\section{An excited state orthogonal to an approximate ground state: cost against accuracy}

The second level of a given symmetry can be approached by minimising the energy over functions orthogonal to an approximate ground state, by repairing that result with a $2\times2$ diagonalisation, or by taking the second root of the full secular problem. The test case is hydrogen 2s kept orthogonal to a single-Gaussian 1s. Hartree atomic units are used, deviations are quoted in m$E_h$, functions are real, and $H$ acts in the $s$ sector, with exact states $\psi_n$, levels $E_0<E_1<E_2\dots$ and gap $\Delta=E_1-E_0$. Sums over $n$ include the continuum.

\subsection{The undershoot and its bounds}

Let $\phi_0$ be normalised, $a_n=\langle\psi_n|\phi_0\rangle$ and $\epsilon^2=1-a_0^2$. Then $\psi_0=a_0\phi_0+\epsilon\chi$ with $\chi$ normalised and orthogonal to $\phi_0$. A normalised $\phi_1$ orthogonal to $\phi_0$ has $c_0=\langle\psi_0|\phi_1\rangle=\epsilon\langle\chi|\phi_1\rangle$, so $c_0^2\le\epsilon^2$. All other components of $\phi_1$ lie at or above $E_1$, hence
\begin{equation}
E[\phi_1]\ge c_0^2E_0+(1-c_0^2)E_1\ge E_1-\epsilon^2\Delta .
\label{eq:bound}
\end{equation}
The same expansion for $\phi_0$ gives $E[\phi_0]\ge E_0+\epsilon^2\Delta$, which is Eckart's bound (1930). With $D=E[\phi_0]-E_0$,
\begin{equation}
\epsilon^2\le D/\Delta,\qquad E[\phi_1]\ge E_1-D .
\label{eq:eckart}
\end{equation}

The actual minimum over all such $\phi_1$ follows from the stationarity condition $(H-E)\phi_1=\lambda\phi_0$. Then $\phi_1=\lambda(H-E)^{-1}\phi_0$, and orthogonality and normalisation demand
\begin{equation}
G(E)=\sum_n\frac{a_n^2}{E_n-E}=0,\qquad \lambda^2G'(E)=1 .
\label{eq:green}
\end{equation}
For $a_0,a_1\neq0$, $G$ rises from $-\infty$ to $+\infty$ between $E_0$ and $E_1$ and has one root there, $E_1-\delta$. Put $\eta^2=\epsilon^2-a_1^2$ and $R=\sum_{n\ge2}a_n^2/(E_n-E_1)$. Solving $a_1^2/\delta=a_0^2/(\Delta-\delta)-R$ by expansion gives
\begin{equation}
\delta=a_1^2\Delta\,(1+\eta^2+R\Delta)+O(\epsilon^6).
\label{eq:delta}
\end{equation}
Improving $\phi_1$ therefore drives the energy to a floor below $E_1$, quadratic in the error of $\phi_0$.

\subsection{Three methods}

All three use a basis $t_1,\dots,t_N$ with Hamiltonian and overlap matrices $\mathbf H$ and $\mathbf S$.

Method A minimises the energy in the part of the span orthogonal to $\phi_0$. With $b_j=\langle t_j|\phi_0\rangle$, the constraint fixes the first coefficient and leaves a lowest-root problem of dimension $n=N-1$, with root $E_A$.

Method B takes the second root $E_B$ of $\det(\mathbf H-E\mathbf S)=0$, an upper bound to $E_1$ by the theorem of Hylleraas and Undheim (1930) and MacDonald (1933). Cauchy interlacing gives $E_A(N)\le E_B(N)$.

Method C follows A by diagonalising $H$ in the span of $\phi_0$ and $\phi_1$. With $W=\langle\phi_0|H|\phi_1\rangle$ and $d=E_A-E[\phi_0]$,
\begin{equation}
E_C=E_A+\sqrt{d^2/4+W^2}-d/2 ,
\end{equation}
again a second root and so an upper bound to $E_1$. In a complete basis $W=\lambda$. Equation \eqref{eq:green} gives $W^2=(\delta^2/a_1^2)(1-a_1^2)$ to relative order $\epsilon^2$, and $d=\Delta-D-\delta$. The shift $W^2/d-W^4/d^3$ then equals $a_1^2\Delta\,(1+2\eta^2+2R\Delta+D/\Delta-a_1^2)$. Subtracting \eqref{eq:delta} cancels the quadratic term, and $D-a_1^2\Delta=\sum_{n\ge2}a_n^2(E_n-E_0)$ collects the rest:
\begin{equation}
E_C-E_1=a_1^2\left[D-a_1^2\Delta+\eta^2\Delta+R\Delta^2\right]
=a_1^2\sum_{n\ge2}a_n^2\frac{(E_n-E_0)^2}{E_n-E_1},
\label{eq:quartic}
\end{equation}
up to $O(\epsilon^6)$. The floor of C is quartic and lies above $E_1$. Method B has no floor.

\subsection{The model and its exact solution}

For $u=rR(r)$ the Hamiltonian is $H=T-1/r$ with $T=-\tfrac12\,d^2/dr^2$. Take Coulomb Sturmians of fixed exponent $k$,
\begin{equation}
t_j=\frac{x}{j}\,e^{-x/2}L^{1}_{j-1}(x),\quad x=2kr,\qquad \left(T+\tfrac12k^2\right)t_j=\frac{jk}{r}\,t_j .
\end{equation}
Laguerre orthogonality gives $\langle t_i|r^{-1}|t_j\rangle=\delta_{ij}/j$, and the recurrence $xt_j=2jt_j-(j+1)t_{j+1}-(j-1)t_{j-1}$ gives the overlap. The nonzero elements are
\begin{equation}
S_{jj}=\frac1k,\quad S_{j,j+1}=-\frac1{2k},\quad H_{jj}=\frac k2-\frac1j,\quad H_{j,j+1}=\frac k4 .
\end{equation}
With $E=-\kappa^2/2$ and $w=(k^2-\kappa^2)/4k$, the coefficients of an eigenstate obey
\begin{equation}
w\,c_{j+1}+\left(k-\frac1j-2w\right)c_j+w\,c_{j-1}=0,\qquad c_0=0 .
\label{eq:rec}
\end{equation}
Try $c_j=P(j)(-q)^j$ with $P$ a polynomial of degree $\nu$ and $P(0)=0$. The power $j^\nu$ requires $w(q+1/q)=k-2w$, whose decaying root is $q=(k-\kappa)/(k+\kappa)$, for which $w(1/q-q)=\kappa$. The power $j^{\nu-1}$ requires $\nu\kappa=1$. Thus $E=-1/2\nu^2$, so $E_0=-1/2$, $E_1=-1/8$ and $\Delta=3/8$. For $\nu=2$ the constant term fixes $P=j^2-j(k^2+\kappa^2)/k$. We choose $k=3/4$, so that neither state lies in a finite basis. For 2s this gives $q=1/5$, $w=5/48$, $c_j=j(12j-13)(-1/5)^j$ and $\mathbf c^T\mathbf S\mathbf c=625/288$.

The convergence of B follows from \eqref{eq:rec}. The exact $\mathbf c$, cut at $N$, fails only in the last row, by $-wc_{N+1}$. Contracting with the Ritz vector $\mathbf v$ gives exactly $(E_B-E_1)\,\mathbf v^T\mathbf S\mathbf c=-w\,v_Nc_{N+1}$. For large $N$, $\mathbf v$ is $\mathbf c$ minus the growing solution, of ratio $-1/q$, that enforces $v_{N+1}=0$, so $v_N\simeq(1-q^2)c_N$ and
\begin{equation}
E_B-E_1\simeq\frac{w(1-q^2)}{\mathbf c^T\mathbf S\mathbf c}\,|c_Nc_{N+1}|=0.04608\,|c_Nc_{N+1}|\;\propto\;N^4q^{2N}.
\label{eq:rate}
\end{equation}
Each added function eventually gains a factor 25, and a tolerance $\tau$ needs $N\sim\ln(1/\tau)/(2\ln 5)$ to logarithmic accuracy. Applying \eqref{eq:green} within the basis gives $E_A(N)=E_B(N)-\delta_N$, where $\delta_N$ is the gap between the root of the finite sum $G$ and its second pole, and $\delta_N\to\delta$. Methods A and C thus descend with B until they meet their floors.

\subsection{The Gaussian ground state}

The normalised function $\phi_0=N_g\,r\,e^{-\alpha r^2}$, with $N_g^2=4(2\alpha)^{3/2}/\sqrt\pi$, has energy $3\alpha/2-2\sqrt{2\alpha/\pi}$. The minimum is at $\alpha=8/9\pi=0.28294$, where $E[\phi_0]=-4/3\pi=-0.42441$ and $D=75.59$ m$E_h$. All overlaps reduce to $I_m(\kappa)=\int_0^\infty r^me^{-\kappa r-\alpha r^2}dr$, where
\begin{equation}
I_0=\tfrac12\sqrt{\pi/\alpha}\;e^{\kappa^2/4\alpha}\operatorname{erfc}\!\left(\kappa/2\sqrt\alpha\right),\qquad
2\alpha I_{m+1}=mI_{m-1}-\kappa I_m+\delta_{m0}.
\end{equation}
With $\psi_0=2re^{-r}$ and $\psi_1=r(1-r/2)e^{-r/2}/\sqrt2$,
\begin{equation}
a_0=2N_gI_2(1)=0.97818,\qquad a_1=\frac{N_g}{\sqrt2}\left[I_2(\tfrac12)-\tfrac12I_3(\tfrac12)\right]=0.09211 .
\end{equation}
So $\epsilon^2=0.04316$, against Eckart's limit $D/\Delta=0.2016$, with $a_1^2=0.00848$ and $\eta^2=0.03468$. The undershoot is at most $\epsilon^2\Delta=16.19$ m$E_h$ by \eqref{eq:bound} and at most 75.59 m$E_h$ by \eqref{eq:eckart}. It is also real: the function $a_0\psi_1-a_1\psi_0$ is orthogonal to $\phi_0$ and lies $a_1^2\Delta/(a_0^2+a_1^2)=3.30$ m$E_h$ below $E_1$, so $\delta$ is at least that large. Bound \eqref{eq:bound} is loose because most of $\epsilon^2$ lies in states above 2s. Eckart's bound is looser because it prices that weight at $\Delta$, below its true excitation energy. The first three terms of \eqref{eq:quartic} give 0.72 m$E_h$. The positive $R$ term and the next order, of relative size $D/\Delta$, are omitted, so the floor of C is predicted only as roughly 1 m$E_h$.

\subsection{Work and memory}

The model matrices are tridiagonal, but a screened or non-central potential fills them, so they are charged as dense. One multiply-add or one division counts as one operation, and pivot searches are ignored. A root is located by factorising $\mathbf H-\sigma\mathbf S=\mathbf{LDL}^T$ at $p$ shifts $\sigma$. By Sylvester's law of inertia the number of negative pivots equals the number of roots below $\sigma$, so the second root is bracketed as easily as the first. For dimension $n$, forming the shifted triangle costs $n(n+1)/2$, and an elimination step with $m$ rows left costs $m$ divisions and $m(m+1)/2$ multiply-adds. One shift costs
\begin{equation}
F(n)=\frac{n(n+1)}2+\sum_{m=1}^{n-1}\left[m+\frac{m(m+1)}2\right]=n^2+\frac{n(n^2-1)}6 .
\end{equation}
In A the ratios $\rho_j=-b_j/b_1$ cost $n$ divisions. The projected matrix is $H'_{ij}=H_{ij}+\rho_iu_j+\rho_ju_i$ with $u_j=H_{1j}+\rho_j(H_{11}/2)$, which costs $n(n+1)+n$, and likewise for $\mathbf S$. Method C adds a back substitution for the vector, $n(n-1)/2$, its first coefficient, $n$, its norm, $n^2+n$, the element $W$, $n+1$, and five scalar operations. With $n=N-1$,
\begin{equation}
K_B=pF(N),\qquad K_A=pF(n)+2n^2+5n,\qquad K_C=K_A+\tfrac12(3n^2+5n+12).
\end{equation}
All grow as $pN^3/6$, so the work of B grows as $\ln^3(1/\tau)$, and $K_B/K_A\to1+3/N$ at large $N$ and $p$. The numbers of integrals are $N(N+1)$ for B, $N(N+2)$ for A, which needs the $b_j$, and $N(N+3)$ for C, which also needs $\langle\phi_0|H|t_j\rangle$. Memory is three triangles, $3N(N+1)/2$ numbers, for B, with at most $N$ more for A and $2N$ more for C, so it does not separate the methods. The table assumes $p=10$ for every root and integrals already stored.

\begin{table}[h]
\centering
\begin{tabular}{c|rrr|rrr}
$N$ & $E_A-E_1$ & $E_C-E_1$ & $E_B-E_1$ & $K_A$ & $K_C$ & $K_B$\\ \hline
2 & 58.58 & 58.60 & 60.26 & 17 & 27 & 50\\
3 & 1.60 & 9.65 & 6.16 & 68 & 85 & 130\\
4 & $-2.82$ & 1.48 & 0.727 & 163 & 190 & 260\\
5 & $-3.29$ & 1.08 & 0.0736 & 312 & 352 & 450\\
6 & $-3.37$ & 1.04 & 0.0063 & 525 & 581 & 710
\end{tabular}
\caption{Deviation from $E_1=-1/8$ in m$E_h$ and operation counts, for $k=3/4$ and $p=10$.}
\end{table}

Equation \eqref{eq:rate} gives 0.776, 0.0785 and 0.0066 m$E_h$ for $N=4,5,6$, slightly above the B column. Since $E_A$ can only fall as $N$ grows, $\delta$ lies between 3.37 and 16.19 m$E_h$, and the column is flattening near the lower value. Column C levels off near 1 m$E_h$. The ratio $K_B/K_A$ drops from 1.91 at $N=3$ to 1.35 at $N=6$.

\subsection{Choosing}

Write A3 for method A at $N=3$, and so on. The small deviation of A3 is a cancellation between a positive truncation error and the negative undershoot. It cannot be recognised without the exact answer, since $E_A$ is neither an upper nor a lower bound. All that A certifies is $E_1\le E_A+D$, and that needs $E_0$ or a lower bound to it.

Cheapest choice for a stated accuracy $|E-E_1|\le\tau$:
\begin{itemize}
\item $\tau=10$ m$E_h$: A3 at 68 operations. If an upper bound is wanted, C3 at 85 against 130 for B3.
\item $\tau=2$ m$E_h$: nominally A3, but A4 to A6 all miss the target, so the dependable choice is C4 at 190 against 260 for B4.
\item $\tau=1$ m$E_h$: B4 at 260. No other entry of A or C qualifies.
\item $\tau=0.1$ and $0.01$ m$E_h$: B5 at 450 and B6 at 710.
\end{itemize}
Best choice inside a budget:
\begin{itemize}
\item 100 operations: A3, deviation 1.60 m$E_h$. The best upper bound is C3, 9.65 m$E_h$.
\item 200 operations: C4, 1.48 m$E_h$ and an upper bound.
\item 300 operations: B4, 0.727 m$E_h$.
\item 500 operations: B5, 0.0736 m$E_h$. Spending on A5 instead gives a worse result than A3.
\end{itemize}

The margins of C over B are below a factor of two and depend on free integrals. If each integral costs $\gamma$ operations, C4 is cheaper than B4 only while $8\gamma<260-190$, that is $\gamma<8.75$. For $\gamma=10$ the totals are 218 for A3, 250 for B3, 265 for C3, 460 for B4 and 470 for C4. Then B is both cheaper and closer than C at these sizes, and A3 is left as a rough value at a slight saving.

The balance shifts when the matrix is too large to factorise and the solver is a minimiser that only applies $H$ to vectors. Method A then iterates one vector and stores $\phi_0$ besides it, at one extra scalar product and update per step. Method B iterates a block of two vectors, which doubles the applications of $H$ and the working vectors if the iteration counts are equal. The saving of A now tends to a factor of two instead of vanishing, provided $\phi_0$ is already at hand. Equation \eqref{eq:eckart} sets its required quality: $D\le\tau$ guarantees an undershoot below $\tau$. The rule is safe but expensive, for in the model $D$ is 22 times the undershoot of A6.

\subsection{Scale for a shallow donor}

The isotropic effective-mass model of a donor is the same problem with the energy unit $E_h^*=E_h\,m^*/\varepsilon_r^2$. With typical values for GaAs, $m^*=0.067$ electron masses and $\varepsilon_r=12.9$, the model has $E_h^*=10.96$ meV, a binding energy of 5.48 meV and a 1s--2s spacing of 4.11 meV. In these units Eckart's ceiling $D$ is 0.83 meV, the undershoot of A6 is 37 $\mu$eV and the overshoot of C6 is 11 $\mu$eV. The model omits the central-cell shift, of typical size 0.1 meV for 1s. A short-range shift scales with the density at the nucleus, which for 2s is $1/8$ of the 1s value, so 2s moves by about 0.01 meV. That equals the floor of C in size and lies below the floor of A. For the model's 2s level C4 or B4 therefore reaches the size of the omitted term, A settles beyond it, and B5 or B6 refine a number whose remaining uncertainty is set by the Hamiltonian.